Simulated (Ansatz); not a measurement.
## YTe: pressure against volume per atom

Periodic Kohn-Sham DFT of a crystal at fixed atoms; pressure and stress are positive in compression; the energy is the free energy less that of spherical unpolarised free atoms; site moments are those in the method's own spheres, positive along +z. The results are calculated, by Ansatz 0.2.0.

Cell of the first row (space group Fm-3m, No. 225):
```
CELL_PARAMETERS angstrom
0.00000 2.98530 2.98530
2.98530 0.00000 2.98530
2.98530 2.98530 0.00000
ATOMIC_POSITIONS crystal
Y 0.00000 0.00000 0.00000
Te 0.50000 0.50000 0.50000
```

Settings of every row: method all-electron PAW; functional PBEsol; relativity scalar; k mesh 12x12x12; filling fermi-dirac; smearing width 0.05 eV; nucleus gaussian.

Atom start moment: 0 on all atoms.

Limits: no spin-orbit coupling on heavy atoms.

| row | volume per atom (Å³) | pressure (GPa) |
| --- | --- | --- |
| 1 | 26.605 | 4.217 |
| 2 | 27.171 | 2.472 |
| 3 | 27.737 | 0.905 |
| 4 | 28.02 | 0.182 |
| 5 | 28.303 | -0.502 |
| 6 | 28.586 | -1.151 |
| 7 | 28.869 | -1.766 |
| 8 | 29.435 | -2.899 |
| 9 | 30.001 | ? |

Question: what pressure should row 9 give?

Worked fit of pressure. Take u = (V_r/V)^(2/3) − 1 with V_r = 28.162 Å³ an atom, which is twice the finite (Eulerian) strain; such expansions in the strain, on which the Birch-Murnaghan equation of state is built, carry the rest volume and the bulk modulus. The shown rows have u = 0.03864, 0.02417, 0.01019, 0.00338, -0.00332, -0.00991, -0.01639, -0.02904. Least squares give pressure = −0.1662 + 102.187 × u + 283.76 × u² + 191 × u³ GPa; a parabola predicts inner rows, each left out in turn, worse (root mean square 0.0019 against 0.00043 GPa). All shown rows lie on it to the printed digit. The pressure vanishes at u = 0.0016, or V = 28.09 Å³ an atom, and there the bulk modulus at fixed shape and fractions is B = −V dP/dV = (2/3)(1 + u) dP/du = 68.8 GPa. The withheld row has u = -0.04129, so the fit gives −0.1662 + 102.187 × (-0.04129) + 283.76 × (-0.04129)² + 191 × (-0.04129)³ = -3.915 GPa.

The calculation gave -3.916 GPa. The fit lies 0.001 GPa (0.012 % of the column's range) above it, one unit of the last digit. This row lies beyond the range of the fit.
